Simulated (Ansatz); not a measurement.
## Ti5Al2C3 under pressure: fit and missing row

Ti5Al2C3, R-3m, a = 3.046 Å, c = 48.217 Å. The structure is a Materials Project entry; whether it is the stable form wasn't checked. Ansatz: PBEsol, PAW, 420 eV, Γ-centred 12×12×12 mesh on 10 atoms, Gaussian smearing 0.10 eV; no spin polarisation. Cell and atoms are relaxed at each pressure, and no other structure is tried, so the rows at high pressure may lie past a change of phase.

| V (Å³/atom) | P (GPa) |
| --- | --- |
| 11.419 | 25.00 |
| 12.080 | 12.01 |
| ? | 4.00 |
| 12.827 | 1.00 |
| 12.911 | -0.03 |
| 12.993 | -1.00 |

**Question.** Take V0 = 12.911 Å³/atom, count pressures from its P0 = -0.03 GPa, fit the third-order Birch–Murnaghan form to the other rows, and predict the missing volume.

**Answer.** With the Eulerian strain f = ½[(V0/V)^(2/3) − 1] and y = (P − P0)/[3f(1 + 2f)^(5/2)], the form is the line y = B0 + 1.5 B0 (B0′ − 4) f. Rows (f, y): 0.04266, 159.4; 0.02268, 158.4; 0.00218, 155.8; -0.00211, 154.9. Means f = 0.01635, y = 157.12; Σ(Δf)² = 0.001274, ΣΔfΔy = 0.1278; the slope is their ratio. y = 155.5 + 100.3 f GPa, so B0 = 155.5 GPa and B0′ = 4 + 2 × (100.3)/(3 × 155.5) = 4.43. P = 4.00 GPa is met at f = 0.00825 (y = 156.33), so V = V0 (1 + 2f)^(−3/2) = 12.598 Å³/atom. The run gave 12.600 Å³/atom, so the fit is 0.002 Å³/atom too low, within twice the rms miss on the fitted rows (0.002 Å³/atom).

The fit describes a fairly stiff solid, with B0 = 155.5 GPa, that hardens under compression at an ordinary rate. This suits a layered MAX-phase carbide, in which strong Ti 3d–C 2p bonds resist compression while the metallic Ti–Al contacts are softer. As the atoms are pushed together, the short-range repulsion rises steeply, so each further reduction in volume costs more pressure.

The predicted volume at 4.00 GPa is a sound interpolation, but it mainly tests B0. At so small a strain the term in B0′ hardly matters, so the agreement does little to confirm 4.43. That value is less secure than B0: y rises throughout with f, but less steeply between the two most compressed rows than the fitted line does. Near V0, y is a small pressure difference divided by a small strain, so slight errors in pressure or in the reference volume can tilt the line appreciably. Volumes alone don't show how the compression is shared between the carbide slabs and the Al layers.
